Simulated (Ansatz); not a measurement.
## Cu: the change of energy above lowest point with volume scale

All results are calculated (Ansatz 0.2.0). Free energy against uniform scaling of the volume at fixed shape and fractions; periodic cell, basis, potentials, k mesh and filling as listed.

The cell before it is scaled or strained (space group Cmcm, No. 63):
```
Cu
1.0
      1.2185    -3.9764     0.0000
      1.2185     3.9764     0.0000
      0.0000     0.0000     2.4755
Cu
2
Direct
  0.13387 0.86613 0.25000
  0.86613 0.13387 0.75000
```

Settings of every row: functional PBEsol; dispersion none; potentials PAW; wave cutoff 420 eV; density cutoff 1680 eV; k mesh 12x12x12; k shift 0x0x0; occupations fermi dirac; smearing width 0.1 eV; spin none; SCF threshold exponent -10.

Limits: coarse k mesh, up to 40 meV an atom off; the cell comes from a prototype or a list of computed structures and needn't be the stable phase.

```csv
row,volume scale,V (Å³/atom),energy above lowest point (meV/atom)
1,0.9,10.795,56
2,0.925,11.095,27.4
3,0.95,11.395,9.5
4,0.975,11.695,0.8
5,1,11.994,0
6,1.025,12.294,6.1
7,1.05,12.594,18
8,1.075,12.894,?
9,1.1,13.194,56.2
```

Question: what energy above lowest point should row 8 give?

Worked fit of energy above lowest point. Take u = (V_r/V)^(2/3) − 1 with V_r = 11.845 Å³ an atom, which is twice the finite (Eulerian) strain; such expansions in the strain, on which the Birch-Murnaghan equation of state is built, carry the rest volume and the bulk modulus. The shown rows have u = 0.06384, 0.04457, 0.02616, 0.00853, -0.0083, -0.0245, -0.04005, -0.06938. Least squares give energy above lowest point = −0.49 + 42.1 × u + 12811 × u² + 6153 × u³ meV/atom; a parabola predicts inner rows, each left out in turn, worse (root mean square 0.46 against 0.033 meV/atom). All shown rows lie on it to the printed digit. Its lowest point lies at u = -0.0016, or V = 11.87 Å³ an atom, and the curvature there gives the bulk modulus at fixed shape and fractions, B = (4/9)(1 + u)² E″(u)/V = 153 GPa. Letting shape and atoms relax would as a rule lower it, by much in layered, chain or molecular crystals. The withheld row has u = -0.055, so the fit gives −0.49 + 42.1 × (-0.055) + 12811 × (-0.055)² + 6153 × (-0.055)³ = 34.9 meV/atom.

The calculation gave 34.9 meV/atom. The fit meets it to the printed digit.
